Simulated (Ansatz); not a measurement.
## Al: energy above lowest point against volume scale

Free energy against uniform scaling of the volume at fixed shape and fractions; periodic cell, basis, potentials, k mesh and filling as listed. The results are calculated, by Ansatz 0.2.0.

The cell before it is scaled or strained (space group P6_3/mmc, No. 194):
```
Al
1.0
      2.8271     0.0000     0.0000
     -1.4135     2.4483     0.0000
      0.0000     0.0000     9.1860
Al
4
Direct
  0.00000 0.00000 0.00000
  0.33333 0.66667 0.25000
  0.00000 0.00000 0.50000
  0.66667 0.33333 0.75000
```

Settings of every row: functional PBEsol; dispersion none; potentials PAW; wave cutoff 510 eV; density cutoff 2040 eV; k mesh 9x9x3; k shift 0x0x0; occupations cold; smearing width 0.15 eV; spin none; SCF threshold exponent -9.

Limits: coarse k mesh, up to 40 meV an atom off; the cell comes from a prototype or a list of computed structures and needn't be the stable phase.

| row | volume scale | V (Å³/atom) | energy above lowest point (meV/atom) |
| --- | --- | --- | --- |
| 1 | 0.92 | 14.624 | 45.6 |
| 2 | 0.9467 | 15.048 | 22.8 |
| 3 | 0.9733 | 15.471 | 8.3 |
| 4 | 1 | 15.895 | 1 |
| 5 | 1.0267 | 16.32 | 0 |
| 6 | 1.0533 | 16.743 | ? |
| 7 | 1.08 | 17.167 | 13.3 |

Question: what energy above lowest point should row 6 give?

Worked fit of energy above lowest point. Take u = (V_r/V)^(2/3) − 1 with V_r = 15.683 Å³ an atom, which is twice the finite (Eulerian) strain; such expansions in the strain, on which the Birch-Murnaghan equation of state is built, carry the rest volume and the bulk modulus. The shown rows have u = 0.04771, 0.02794, 0.00911, -0.00891, -0.02619, -0.05849. Least squares give energy above lowest point = 3.83 + 402.1 × u + 9798 × u² + 2646 × u³ meV/atom; a parabola predicts inner rows, each left out in turn, worse (root mean square 0.13 against 0.053 meV/atom). All shown rows lie on it to the printed digit. Its lowest point lies at u = -0.0207, or V = 16.18 Å³ an atom, and the curvature there gives the bulk modulus at fixed shape and fractions, B = (4/9)(1 + u)² E″(u)/V = 81.3 GPa. Letting shape and atoms relax would as a rule lower it, by much in layered, chain or molecular crystals. The withheld row has u = -0.04267, so the fit gives 3.83 + 402.1 × (-0.04267) + 9798 × (-0.04267)² + 2646 × (-0.04267)³ = 4.3 meV/atom.

The calculation gave 4.3 meV/atom. The fit meets it to the printed digit.
